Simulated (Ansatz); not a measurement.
Abstraction of Br: CBrCl2F + C2H7Si → CCl2F + C2H7BrSi

Gas-phase species: CBrCl2F (bromodichlorofluoromethane) `FC(Cl)(Cl)Br`, singlet; C2H7Si `CC[SiH2]`, doublet; CCl2F (dichlorofluoromethyl radical) `F[C](Cl)Cl`, doublet; C2H7BrSi `CC[SiH2]Br`, singlet. A radical takes Br: the energy is the difference in strength between the C–Br bond broken and the Si–Br bond made.

Shapes, held fixed at every level: PBE0-D4/def2-TZVP. Flexible molecules stand in one conformer, not always the lowest. Programs: Ansatz 0.2.0. The zero-point and thermal change to 298 K, harmonic and unscaled (PBE0-D4/def2-TZVP), is +3.3 kJ/mol.

Problem. Estimate ΔH(298 K) of this reaction.

Solution. wB97X-V/def2-TZVPP gives ΔH(298 K) = -160.3 kJ/mol; the levels span -194.0 to -133.7. The median of the levels is -150.8. No measured value is set beside it here. Open shells run unrestricted. Relativity is left out for Br. Outer-core shells of Br are correlated, in sets that cover them unevenly.

| level | kind | ΔH(298 K) (kJ/mol) |
| --- | --- | --- |
| MP2/def2-SVP | perturbation theory | -138.0 |
| MP2/def2-TZVPP | perturbation theory | -140.6 |
| HF/def2-TZVPP | Hartree–Fock | -194.0 |
| SPW92/def2-TZVPP | LDA | -133.7 |
| PBE-D4/def2-TZVPP | GGA | -141.2 |
| BHLYP-D4/def2-TZVPP | global hybrid | -170.4 |
| r2SCAN0-D4/def2-TZVPP | global hybrid | -166.2 |
| wB97X-V/def2-TZVPP | range-separated hybrid | -160.3 |

Bromine transfer from carbon to silicon is strongly exothermic at every level, so the Si–Br bond made is clearly stronger than the C–Br bond broken. Silicon's lower electronegativity gives its bond to bromine a larger ionic contribution. On the carbon side, the halogen lone pairs delocalise into the singly occupied orbital of CCl2F, and crowding around the carbon is relieved, both of which make the C–Br bond easier to break.

Hartree–Fock gives the most negative value, -194.0 kJ/mol, and MP2 in the same basis brings it to -140.6. Correlation therefore favours the reactant side, probably because it matters more among the closely packed halogens around carbon than in the bromosilane. The density functionals without exact exchange also give less exothermic values than the hybrids, though wB97X-V and r2SCAN0-D4 differ in more than their exchange. MP2 changes little between the two basis sets, so the spread comes mainly from the treatment of exchange and correlation. The direction of reaction is secure, its exact enthalpy much less so, and the abstraction barrier remains undetermined.
